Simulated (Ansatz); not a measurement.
# How basis sets differ on C2H4AlFO (SMILES C=C[O][AlH][F])

C2H4AlFO: 9 atoms, total charge 0, spin state singlet. SMILES: `C=C[O][AlH][F]`. The coordinates come from a PBE0-D4/def2-TZVP relaxation. This is one conformer, not always the lowest.

```tsv
atom	x (Å)	y (Å)	z (Å)
C	-1.5620	-0.3601	1.1039
C	-0.7280	-0.3129	0.0755
O	0.4903	0.2565	0.1396
Al	1.8008	0.5193	-0.8848
F	3.0876	1.3016	-0.2350
H	-1.2977	0.0653	2.0641
H	-2.5277	-0.8322	0.9885
H	-0.9990	-0.7431	-0.8888
H	1.8243	0.0592	-2.3803
```

Each level gives the dipole moment (D). The values are calculated.

| level | kind | program | value (D) |
| --- | --- | --- | --- |
| HF/STO-3G | Hartree–Fock | Ansatz | 1.65 |
| HF/3-21G | Hartree–Fock | Ansatz | 2.49 |
| HF/6-31G | Hartree–Fock | Ansatz | 3.05 |
| HF/def2-SVP | Hartree–Fock | Ansatz | 2.17 |

The values span 1.65 to 3.05 D. Sets without polarisation functions give poor dipoles.

The dipole does not settle steadily as the basis grows: it rises from 1.65 D with STO-3G to 3.05 D with 6-31G, then falls back to 2.17 D with def2-SVP. Aluminium is bound to three more electronegative neighbours in a nearly trigonal planar arrangement, so large bond dipoles partly cancel, and the total reacts strongly to small shifts in charge. A minimal basis fixes the radial shape of the valence shell and cannot describe the expanded, electron-rich oxygen and fluorine, which probably explains the low value. Splitting the valence shell allows that charge separation. Without d functions, however, the density around aluminium and the lone pairs cannot polarise back towards the bonds, so the polarity is probably exaggerated. The closeness of the 3-21G and def2-SVP values therefore suggests compensating errors in the smaller set rather than convergence. Because 6-31G and def2-SVP also differ in their valence contractions, the drop between them cannot be assigned to polarisation functions alone.
